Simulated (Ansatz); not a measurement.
## Ta3Ru2 (P4/mmm), a film clamped to a substrate

Level of theory: DFT PBEsol, scalar-relativistic, plane waves, PAW (Ansatz). The runs took a 420 eV cutoff, a Γ-centred 12×12×4 mesh and Gaussian smearing (0.15 eV). Spin–orbit coupling is left out, which can shift energies with elements as heavy as these. No spin polarisation. Energies are free energies at this smearing, counted from the undisturbed cell; pressure is positive in compression.

The undisturbed cell (relaxed at this level; it needn't be the usual structure):

```
CELL_PARAMETERS angstrom
3.18895 0.00000 0.00000
0.00000 3.18895 0.00000
0.00000 0.00000 15.63590
ATOMIC_POSITIONS crystal
Ta 0.00000 0.00000 0.89521
Ta 0.00000 0.00000 0.10479
Ta 0.00000 0.00000 0.30475
Ta 0.00000 0.00000 0.50000
Ta 0.00000 0.00000 0.69525
Ta 0.50000 0.50000 0.00000
Ru 0.50000 0.50000 0.20877
Ru 0.50000 0.50000 0.40259
Ru 0.50000 0.50000 0.59741
Ru 0.50000 0.50000 0.79123
```

The cell (10 atoms, V0 = 159.01 Å³) is strained by p along both x and y and by q along z, fractional coordinates fixed. τp = (1/V0) ∂E/∂p = (σxx + σyy)(1 + p)(1 + q) and τq = (1/V0) ∂E/∂q = σzz(1 + p)², with tension positive.

| p | q | ΔE (meV/atom) | τp (GPa) | τq (GPa) |
| --- | --- | --- | --- | --- |
| 0.000 | 0.000 | 0.00 | 0.09 | -0.16 |
| -0.030 | 0.000 | 55.02 | -38.14 | -14.13 |
| 0.030 | 0.000 | 49.05 | 31.69 | 10.37 |
| 0.000 | -0.030 | 18.92 | -12.10 | -13.00 |
| 0.000 | 0.030 | 14.87 | 12.18 | 9.59 |

Q: Get the second derivatives of the energy density.

A: Central differences give A = ∂τp/∂p = 1164 GPa (C11 + C22 + 2 C12), C = ∂τq/∂q = 376 GPa (C33) and the cross term B = ∂τq/∂p = 408 GPa (C13 + C23); ∂τp/∂q = 405 GPa must equal B, and any difference shows higher-order terms. Steps this large leave an error of some per cent of A or C in all of these, which can swamp a small B. The ions are clamped.

Q: A film of this crystal grows with z along the normal on a substrate that imposes p. How does its thickness respond, and what does the misfit cost?

A: Count p and q from the stress-free cell. A free surface needs τq = 0, so q = −(B/C) p = -1.08 p. The energy density left is (A − B²/C) p²/2 = M p², with the biaxial modulus M = 360 GPa; a misfit of 1 % costs 3.58 meV/atom, against 5.78 meV/atom if the thickness were held.

Forces appear on the atoms along this scan, and letting them relax would lower the energy and soften the response. In a metal these slopes depend on the k mesh and the smearing.

The film thins when stretched in plane, but by much less than constant volume would require, so its volume still grows under tension. This free thickness response removes more than a third of the misfit cost. Half of A nearly equals C plus half of B, as cubic symmetry would demand. That fits the structure, a slightly tetragonal, bcc-like stack of Ta and Ru layers, and suggests that the layered chemical order makes little difference to these moduli.

The high stiffness probably reflects d-d bonding: mixing a group with few d electrons and one with many brings the average filling close to half, where bonding states are largely occupied and antibonding ones largely empty. Compression costs more than equal extension along both strain paths because short-range repulsion rises steeply as the atoms approach, so the quadratic misfit energy is best kept to small strains. Neither path includes shear or unequal in-plane strain, so mechanical stability against such distortions remains untested.
